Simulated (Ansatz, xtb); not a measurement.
## C2H12Si3: which of two isomers lies lower

We compare I, `C[Si@@H]([SiH3])C[SiH3]`, a singlet, with II, `[SiH3]C[SiH2]C[SiH3]`, a singlet. Both are isolated molecules in the gas phase, relaxed with PBE-D3(BJ)/def2-SVP; each stands in its lowest conformer found.

Problem. Estimate which is lower in electronic energy at CCSD(T)/def2-SVP + ΔMP2/def2-TZVPP, and by roughly how much.

Solution. Not settled: CCSD(T)/def2-SVP + ΔMP2/def2-TZVPP gives E(II) − E(I) = −0.065 eV, but this leans on the basis-set step: CCSD(T) alone gives −0.035 eV.

Level by level:

```tsv
level	geometry	E(II) − E(I) (eV)	departure from the last row (eV)	job, with rough time for the two
GFN2-xTB	GFN2-xTB	−0.309	−0.245	optimisation, 0.79 s
HF/STO-3G	GFN2-xTB	+0.166	+0.230	single point, 0.9 s
r2SCAN-D4/def2-SVP	GFN2-xTB	−0.025	+0.040	single point, 6.2 s
PBE-D3(BJ)/def2-SVP	PBE-D3(BJ)/def2-SVP	+0.082	+0.147	optimisation, 61 s
HF/def2-SVP	PBE-D3(BJ)/def2-SVP	−0.083	−0.019	part of the CCSD(T) run
MP2/def2-SVP	PBE-D3(BJ)/def2-SVP	−0.084	−0.019	part of the CCSD(T) run
CCSD(T)/def2-SVP	PBE-D3(BJ)/def2-SVP	−0.035	+0.030	single point
CCSD(T)/def2-SVP + ΔMP2/def2-TZVPP	PBE-D3(BJ)/def2-SVP	−0.065		single point, 92 s
```

As drawn, II has 1 C–Si, 1 Si–H in place of 1 Si–Si, 1 C–H.

HF/STO-3G, PBE-D3(BJ)/def2-SVP put the two in the other order. The largest departure from CCSD(T)/def2-SVP + ΔMP2/def2-TZVPP is that of GFN2-xTB, 0.245 eV. The last row adds to CCSD(T) the change of the MP2 difference between the two basis sets, here −0.030 eV.

With thermal terms from frequencies at re-optimised GFN2-xTB minima (ideal gas, soft modes damped towards free rotors, one conformer each, 298.15 K, 1 atm): on the last row, ΔE + ΔZPE = −0.111, ΔH = −0.135, ΔG = −0.062 eV.

The correlated steps freeze 17 core orbitals. Mirror images aren't counted in ΔG. Run with Ansatz 0.2.0, xtb 6.7.1; the last row on 2 threads of Intel(R) Xeon(R) Platinum 8259CL CPU @ 2.50GHz (Skylake/Cascade Lake) on a shared host.

The two isomers are close to degenerate, with a probable slight preference for the carbosilane chain II over the disilane I. The near balance follows from the bond exchange: II gains a polar, strong C–Si bond in place of a weaker Si–Si bond, but pays for it by exchanging a C–H bond for a weaker Si–H bond. The direction fits the known tendency of polysilanes to rearrange to polycarbosilanes on heating. With so much cancellation, small errors in the description of each bond type can decide the sign, and the reversed order at HF/STO-3G probably reflects the lack of polarisation functions on silicon.

Zero-point energy shifts the balance further towards II, from −0.065 to −0.111 eV, as expected when a stiff C–H stretch gives way to a softer Si–H stretch. Entropy works the other way and takes back much of the enthalpic advantage, leaving ΔG at −0.062 eV. None of this says how readily I would convert to II, which depends on the barrier.
